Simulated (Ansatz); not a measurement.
## Ga: the change of pressure and energy less free atoms with volume scale

All results are calculated (Ansatz 0.2.0). Periodic Kohn-Sham DFT of a crystal at fixed atoms, scaled to volume_scale times the given cell; pressure positive in compression, energy less spherical unpolarised free atoms, largest_vzz the field gradient of largest size among the nuclei.

The cell before it is scaled or strained (space group I4/mmm, No. 139):
```
Ga
1.0
     -1.4040     1.4040     2.2290
      1.4040    -1.4040     2.2290
      1.4040     1.4040    -2.2290
Ga
1
Direct
  0.00000 0.00000 0.00000
```

Settings of every row: method all-electron LAPW; functional PBEsol; relativity scalar; k mesh 16x16x16; filling fermi-dirac; smearing width 0.03 eV; basis error target 1 meV/atom; nucleus gaussian.

Atom start moment: 0 on all atoms.

```csv
row,volume scale,V (Å³/atom),pressure (GPa),energy less free atoms (eV/atom)
1,0.94,16.521,5.11,-3.3077
2,0.96,16.872,3.463,-3.317
3,0.98,17.224,1.99,-3.323
4,0.99,17.4,1.302,-3.3248
5,1,17.575,0.645,-3.3258
6,1.01,17.751,0.018,-3.3262
7,1.02,17.927,-0.576,-3.3259
8,1.04,18.278,-1.673,-3.3234
9,1.06,18.63,?,?
```

Question: what pressure and energy less free atoms should row 9 give?

Worked fit of pressure. Take u = (V_r/V)^(2/3) − 1 with V_r = 17.487 Å³ an atom, which is twice the finite (Eulerian) strain; such expansions in the strain, on which the Birch-Murnaghan equation of state is built, carry the rest volume and the bulk modulus. The shown rows have u = 0.03861, 0.02416, 0.01015, 0.00333, -0.00334, -0.00994, -0.01643, -0.02906. Least squares give pressure = 0.9685 + 97.875 × u + 240.36 × u² GPa; a straight line predicts inner rows, each left out in turn, worse (root mean square 0.081 against 0.0068 GPa). The rows lie off it by 0.004, -0.010, 0.003, 0.005, 0.001, -0.001, -0.001, 0.000 (root mean square 0.0044 GPa). The pressure vanishes at u = -0.0101, or V = 17.76 Å³ an atom, and there the bulk modulus at fixed shape and fractions is B = −V dP/dV = (2/3)(1 + u) dP/du = 61.4 GPa. Letting shape and atoms relax would as a rule lower it, by much in layered, chain or molecular crystals. The withheld row has u = -0.04133, so the fit gives 0.9685 + 97.875 × (-0.04133) + 240.36 × (-0.04133)² = -2.666 GPa.

The calculation gave -2.653 GPa. The fit lies 0.013 GPa (0.17 % of the column's range) below it; its largest miss of a shown row is 0.010 GPa. This row lies beyond the range of the fit.

Worked fit of energy less free atoms. Take u = (V_r/V)^(2/3) − 1 with V_r = 17.487 Å³ an atom, which is twice the finite (Eulerian) strain; such expansions in the strain, on which the Birch-Murnaghan equation of state is built, carry the rest volume and the bulk modulus. The shown rows have u = 0.03861, 0.02416, 0.01015, 0.00333, -0.00334, -0.00994, -0.01643, -0.02906. Least squares give energy less free atoms = −3.32539 + 0.158 × u + 7.784 × u² eV/atom; a straight line predicts inner rows, each left out in turn, worse (root mean square 0.0027 against 2.9e-05 eV/atom). All shown rows lie on it to the printed digit. Its lowest point lies at u = -0.0101, or V = 17.76 Å³ an atom, and the curvature there gives the bulk modulus at fixed shape and fractions, B = (4/9)(1 + u)² E″(u)/V = 61.2 GPa. Letting shape and atoms relax would as a rule lower it, by much in layered, chain or molecular crystals. The withheld row has u = -0.04133, so the fit gives −3.32539 + 0.158 × (-0.04133) + 7.784 × (-0.04133)² = -3.3186 eV/atom.

The calculation gave -3.3186 eV/atom. The fit meets it to the printed digit. This row lies beyond the range of the fit.
